Student: My notes say that nickel draws antimony into the grain boundaries of α-iron and antimony draws nickel. McLean's isotherm has one solute and one fixed energy, so I don't see where a mutual pull comes from.

Lecturer: From letting that energy depend on what already sits in the boundary, which is Guttmann's model of 1975. Call the solvent A (Fe), the impurity I (Sb) and the alloying metal M (Ni). There are four premises. The boundary is a layer with a fixed number of equivalent sites, one atom on each. The grain is a reservoir of fixed atom fractions x_I, x_M and x_A = 1 − x_I − x_M. Atoms mix at random in both regions. Both regions are regular solutions with the same coefficients α_ij. I work per atom, so kT stands where molar texts write RT. The free energy per site is

g = Σ x_i g_i + kT Σ x_i ln x_i + α_IA x_I x_A + α_MA x_M x_A + α_IM x_I x_M,

with each pair counted once. A negative α_ij favours unlike neighbours i and j. The boundary has the same g with fractions x_i^s and its own pure-component terms g_i^s.

Student: Then I equate the three chemical potentials.

Lecturer: Not one by one. The number of boundary sites is fixed, so an I atom enters only if another atom leaves. Swap an I in the grain with an A in the boundary. At equilibrium the free energy is stationary under that swap, so μ_I − μ_A is the same in both regions, and likewise μ_M − μ_A. That difference is ∂g/∂x_I at fixed x_M, with x_A eliminated. Eliminate it in the excess part first.

Student: α_IA x_I (1 − x_I − x_M) + α_MA x_M (1 − x_I − x_M) + α_IM x_I x_M. Collecting terms, that is α_IA x_I (1 − x_I) + α_MA x_M (1 − x_M) + α′ x_I x_M, with

α′ = α_IM − α_IA − α_MA.

The entropy term gives kT (ln x_I + 1) − kT (ln x_A + 1), so

μ_I − μ_A = g_I − g_A + kT ln(x_I/x_A) + α_IA − 2α_IA x_I + α′ x_M.

Lecturer: Write the same for the boundary and equate. The constant α_IA cancels. With ΔG_I0 = (g_I^s − g_A^s) − (g_I − g_A),

(1) x_I^s/x_A^s = (x_I/x_A) exp(−ΔG_I/kT), ΔG_I = ΔG_I0 − 2α_IA (x_I^s − x_I) + α′ (x_M^s − x_M),

and interchanging I and M,

(2) x_M^s/x_A^s = (x_M/x_A) exp(−ΔG_M/kT), ΔG_M = ΔG_M0 − 2α_MA (x_M^s − x_M) + α′ (x_I^s − x_I).

In this convention a negative ΔG means segregation and a negative α′ means cosegregation. Some authors reverse both signs. With all α zero and no M you recover McLean.

Student: Why α′ and not α_IM? It is the Ni–Sb bond I care about.

Lecturer: Use pair energies ε_ij and z neighbours. Random mixing gives the energy (z/2) Σ_i Σ_j x_i x_j ε_ij per site, and subtracting the pure components leaves α_ij = z [ε_ij − (ε_ii + ε_jj)/2]. In α′ the terms ε_II and ε_MM cancel:

α′ = z (ε_IM + ε_AA − ε_IA − ε_MA).

That is z times the energy of the bond exchange IA + MA → IM + AA. A strong Ni–Sb bond is not enough. Ni–Sb plus Fe–Fe must beat Fe–Sb plus Fe–Ni. The same α′ stands in (1) and (2) because it is the mixed second derivative of the excess free energy.

Student: There is feedback. More Ni makes ΔG_Sb more negative, and more Sb does the same for Ni. Can that run away?

Lecturer: It can. The cleanest case changes the first premise. Give the boundary two sublattices of N sites each, one open to I or A with occupancy θ_I, the other to M or A with occupancy θ_M. Keep only bonds between the sublattices, z per site. Averaging a bond over its four states, the coefficient of θ_I θ_M is ε_IM + ε_AA − ε_IA − ε_MA, so per I site the cross term is again α′ θ_I θ_M. The linear terms go into ΔG_I0 and ΔG_M0, and so do the self terms of the grain, which are constants at fixed composition. Each sublattice has its own mixing entropy. Define s(θ) = θ ln θ + (1 − θ) ln(1 − θ), u = −α′/kT, which is positive for attraction, and

a_I = ln(x_I/x_A) − ΔG_I0/kT − u x_M, a_M = ln(x_M/x_A) − ΔG_M0/kT − u x_I.

The boundary free energy minus the cost of taking atoms from the grain, per pair of sites and in units of kT, is

(3) ω = s(θ_I) + s(θ_M) − u θ_I θ_M − a_I θ_I − a_M θ_M.

Student: Since s′ = ln[θ/(1 − θ)], stationarity gives

(4) ln[θ_I/(1 − θ_I)] = a_I + u θ_M, ln[θ_M/(1 − θ_M)] = a_M + u θ_I,

which is ΔG_I = ΔG_I0 + α′ (θ_M − x_M) once more, with 1 − θ_I in place of x_A^s.

Lecturer: A solution of (4) is stable only if it is a minimum of ω. Put v = θ(1 − θ), so that s″ = 1/v. The matrix H of second derivatives has 1/v_I and 1/v_M on the diagonal and −u off it. The diagonal is positive, so stability is lost only when det H = 1/(v_I v_M) − u² turns negative:

(5) α′² θ_I (1 − θ_I) θ_M (1 − θ_M) > (kT)².

Each v is at most 1/4, reached at half filling, so the product is at most 1/16. No state is unstable unless |α′| > 4kT, and instability first appears at θ_I = θ_M = 1/2. Below that threshold ω is convex everywhere and (4) has one solution. To see your feedback, differentiate (4): H times (δθ_I, δθ_M) equals (δa_I, δa_M). Inverting, with Λ = u² v_I v_M,

∂θ_I/∂a_M = u v_I v_M/(1 − Λ), ∂θ_I/∂a_I = v_I/(1 − Λ).

Λ is the gain of one trip round the loop, 1/(1 − Λ) sums the repeated trips, and (5) says Λ > 1.

Student: Only α′² enters, so repulsion destabilises as well?

Lecturer: Yes. Replacing θ_M by 1 − θ_M reverses the sign of u and merely shifts the linear terms. With attraction the boundary splits into states rich in both solutes and poor in both. With repulsion it splits into I-rich and M-rich. Equal site numbers matter too. With N_I and N_M sites and a cross energy W θ_I θ_M, the determinant gives W² v_I v_M > N_I N_M (kT)², so α′² becomes the product of W/N_I and W/N_M.

Student: Condition (5) tells me which coverages are forbidden. It doesn't tell me whether my alloy ever jumps.

Lecturer: A symmetry settles that for u > 0. Put θ_I = 1/2 + p, θ_M = 1/2 + q, h_I = a_I + u/2 and h_M = a_M + u/2. Up to a constant, ω = s + s − u p q − h_I p − h_M q, and s is even about half filling. If h_I + h_M = 0, the map (p, q) → (−q, −p) leaves ω unchanged. The states it leaves fixed have θ_M = 1 − θ_I, and among them (4) has one solution, because ln[θ/(1 − θ)] + u (θ − 1/2) = h_I has a rising left side. If u θ(1 − θ) > 1 there, that state is a saddle by (5). The lowest state then lies off the symmetric line, and its mirror image has the same ω. Two coverages coexist, which is a first-order jump. For temperature-independent ΔG0, h_I + h_M = 0 reads

(6) kT* = [ΔG_I0 + ΔG_M0 + α′ (1 − x_I − x_M)] / ln(x_I x_M/x_A²).

So |α′| > 4kT* is necessary for a jump at T*, and u θ(1 − θ) > 1 at the symmetric state is sufficient.

Student: I object to the sublattices. Ni and Sb are both substitutional in iron, so they should compete for the same sites.

Lecturer: A fair objection. The excuse is that a boundary offers loose sites, which suit the large Sb atom, beside tighter ones, which suit Ni. That is an idealisation, so compute the other limit. Take g on one lattice with α_IA = α_MA = 0, and write x, y, r for the boundary fractions of I, M, A. In units of kT the second derivatives are 1/x + 1/r, 1/y + 1/r and 1/r − u. Using x + y + r = 1, the determinant is 1/(x y r) + 2u/r − u². At fixed r it is lowest for x = y = (1 − r)/2, where it vanishes at u = 2/[r(1 − r)] and at u = −2/(1 − r).

Student: The first is smallest at r = 1/2, so attraction needs |α′| > 8kT. The second tends to α′ = 2kT as A disappears, the ordinary miscibility gap of an I–M solution.

Lecturer: So site competition doubles the threshold for attraction, and 4kT belongs to the two-sublattice model alone.

Student: Now numbers, please.

Lecturer: Two sublattices, with every input assumed for illustration: T = 800 K, x_Sb = 3×10⁻⁴, x_Ni = 0.035, ΔG_Sb0 = −0.40 eV, ΔG_Ni0 = −0.10 eV, α′ = −0.20 eV. Then kT = 0.0689 eV, u = 2.90, a_Sb = −2.375 and a_Ni = −1.867. Iterating (4) converges to θ_Sb = 0.138 and θ_Ni = 0.188. The binary alloys with the same ΔG0 give θ_Sb = 0.090 without Ni and θ_Ni = 0.134 without Sb, so the coupling raises Sb by a factor 1.5 and Ni by 1.4. The cross terms are −0.031 eV for Sb and −0.028 eV for Ni, under half of kT each. The loop gain is Λ = 0.15 and 1/(1 − Λ) = 1.18. Averaged over both sublattices the layer holds 0.069 Sb and 0.094 Ni, the latter 2.7 times the grain value. These numbers are the model's. I chose the inputs to reproduce the typical picture in Ni-bearing steels doped with Sb, several atomic per cent of Sb in the boundary layer and Ni enriched a few times, so they test nothing.

Student: And the jump?

Lecturer: The threshold 4kT = |α′| falls at 580 K. In (6) the numerator is −0.693 eV and the logarithm is −11.39, so T* = 706 K, where u = 3.29 is below 4. On cooling, the coverages rise smoothly. Assume α′ = −0.30 eV instead. The numerator becomes −0.789 eV, T* = 804 K, u = 4.33 and h_Sb = −0.290. The symmetric state has θ_Sb = 0.465 and u θ(1 − θ) = 1.08, a saddle. The model jumps from (θ_Sb, θ_Ni) = (0.245, 0.307) above T* to the mirror state (0.693, 0.755) below it.

Student: A tenth of an eV changes the whole picture. How far can I trust any of it?

Lecturer: Take the premises in turn. Random mixing is a mean-field assumption, and it is weakest in a two-dimensional layer near the instability. On a square lattice the two sublattices form a chessboard with z = 4 and bond energy w = α′/4. Writing each occupation as (1 + σ)/2 with σ = ±1 gives an Ising coupling J = |w|/4 = |α′|/16. Onsager's critical condition sinh(2J/kT) = 1 then gives |α′| = 8 ln(1 + √2) kT = 7.05 kT in place of 4kT. My jump at u = 4.33 would not survive there.

The self terms were dropped. Restored on each sublattice, they turn the diagonal of H into 1/v_I − 2α_IA/kT and 1/v_M − 2α_MA/kT. An assumed |α_IA| of 0.10 eV shifts ΔG_Sb by 0.028 eV at θ_Sb = 0.138, as large as the cross term, and a negative α_IA opposes segregation.

ΔG0 is a free energy. A segregation entropy of one k per atom is worth 0.069 eV at 800 K, more than twice the cross term. Magnetism can add temperature dependence, since 800 K is 0.77 of the Curie temperature of iron, 1043 K (compiled value, Brännvall 2024). Equation (4) holds with ΔG0(T), but (6) then becomes an implicit equation for T*.

Equal α in grain and boundary is a convenience. If they differ, the boundary value multiplies the boundary fractions, and the grain term, here |α′| x_Ni = 0.007 eV, is a small constant. Real boundaries also have a spread of site energies, which broadens the isotherms, and a further solute such as carbon can displace Sb and so obscure α′.

The reservoir must hold. For cubic grains of edge d the boundary area per volume is 3/d. With an assumed layer thickness of 0.2 nm the boundaries take 0.7 per cent of the Sb at d = 20,000 nm and 14 per cent at d = 1000 nm, where a mass balance is needed. The grain must also stay a single phase, because a strongly negative α′ favours precipitation of a nickel antimonide, which caps the product x_Ni x_Sb. Finally, the equations describe equilibrium, and near 580 K substitutional diffusion in iron is typically too slow to reach it.

Student: So (1) and (2) serve for coverages below one layer in a dilute single-phase alloy, best when Λ is well below one, and 4kT is the mean-field floor for a jump on two equal sublattices with the cross term alone.

Lecturer: Yes. For attraction, site competition and fluctuations each raise that floor, to 8kT on a single lattice and to 7.05 kT on the exactly solved chessboard.